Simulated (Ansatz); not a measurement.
Li: the change of pressure with volume per atom

All results are calculated (Ansatz 0.2.0). Periodic Kohn-Sham DFT of a crystal at fixed atoms; pressure and stress are positive in compression; the energy is the free energy less that of spherical unpolarised free atoms; site moments are those in the method's own spheres, positive along +z.

Cell of the first row (space group Im-3m, No. 229):
```
cell vectors (Å)
  -1.7143     1.7143     1.7143
   1.7143    -1.7143     1.7143
   1.7143     1.7143    -1.7143
atoms (fractions of the cell vectors)
Li  0.00000  0.00000  0.00000
```

Settings of every row: method frozen-core PAW; functional LDA; relativity scalar; k mesh 13x13x13; filling fermi-dirac; smearing width 0.05 eV; wave cutoff 420 eV; paw set soft_2.

Atom start moment: 0 on all atoms.

Limits: PAW files made with PBE.

```
row  volume per atom (Å³)  pressure (GPa)
  1                20.151           -0.82
  2                 20.58          -1.069
  3                21.009          -1.294
  4                21.223          -1.399
  5                21.438            -1.5
  6                21.652          -1.595
  7                21.866          -1.686
  8                22.295          -1.855
  9                22.724               ?
```

Question: what pressure should row 9 give?

Worked fit of pressure. Take u = (V_r/V)^(2/3) − 1 with V_r = 21.331 Å³ an atom, which is twice the finite (Eulerian) strain; such expansions in the strain, on which the Birch-Murnaghan equation of state is built, carry the rest volume and the bulk modulus. The shown rows have u = 0.03867, 0.02418, 0.01019, 0.00339, -0.00333, -0.00991, -0.01638, -0.02904. Least squares give pressure = −1.4503 + 14.949 × u + 34.85 × u² GPa; a straight line predicts inner rows, each left out in turn, worse (root mean square 0.012 against 0.00041 GPa). The rows lie off it by 0.000, -0.001, 0.000, 0.000, 0.000, 0.000, 0.000, 0.000. The withheld row has u = -0.0413, so the fit gives −1.4503 + 14.949 × (-0.0413) + 34.85 × (-0.0413)² = -2.008 GPa.

The calculation gave -2.009 GPa. The fit lies 0.001 GPa (0.084 % of the column's range) above it, one unit of the last digit. This row lies beyond the range of the fit.
